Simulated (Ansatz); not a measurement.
# Moving the functional in AlO2

```
Al O
1.0
     1.48816   -5.40283    0.00000
     1.48816    5.40283    0.00000
     0.00000    0.00000    3.64661
Al O
2 4
Direct
  0.66813 0.33187 0.75000
  0.33187 0.66813 0.25000
  0.06107 0.93893 0.75000
  0.93893 0.06107 0.25000
  0.29418 0.70582 0.75000
  0.70582 0.29418 0.25000
```

The cell comes from a database or a generator and needn't be the stable form of this composition.

Kept alike: task projected density of states; k mesh 9 × 9 × 7; occupations fermi-dirac, width 0.05 eV; no spin polarisation. Program: Ansatz, Ansatz PAW. Cutoffs run from 420 to 500 eV. The mesh is that of the run's cell of 6 atoms. No spin-orbit coupling.

```csv
functional,pressure (GPa)
BLYP,1.99
LDA,-11.71
PBE,-1.16
PBEsol,-5.94
RPBE,3.42
r2SCAN,-7.40
revPBE,2.30
```

Pressure is positive in compression, with a Pulay correction for the finite cutoff. For a metal such a mesh leaves the last digits unconverged. All rows use potentials made for PBE.

Q: What does the functional change here?

A: The pressure runs from -11.71 (LDA) to 3.42 GPa (RPBE). From PBE: BLYP +3.15; LDA -10.55; PBEsol -4.78; RPBE +4.58; r2SCAN -6.24; revPBE +3.46.

At this fixed cell LDA, r2SCAN, PBEsol and, weakly, PBE favour contraction, whereas BLYP, revPBE and RPBE favour expansion. Among LDA and the PBE family, the order follows the treatment of density gradients. LDA overbinds, and gradient-enhanced exchange lowers the energy of more inhomogeneous densities, which favours longer bonds. PBEsol weakens that enhancement and moves back towards LDA, while revPBE and RPBE strengthen it. r2SCAN also uses the kinetic-energy density, so its place between LDA and PBEsol can't be read from gradient strength alone.

The small PBE pressure probably reflects a cell relaxed with PBE or a similar functional, and is no evidence that PBE gives the best volume. The composition is also unusual for trivalent aluminium: the coordinates contain no O–O pair as short as a peroxide bond, which suggests holes in the O 2p states rather than closed-shell oxide ions. Whether localising those holes or forming O–O bonds would shift the pressures as much as the choice of functional remains open.
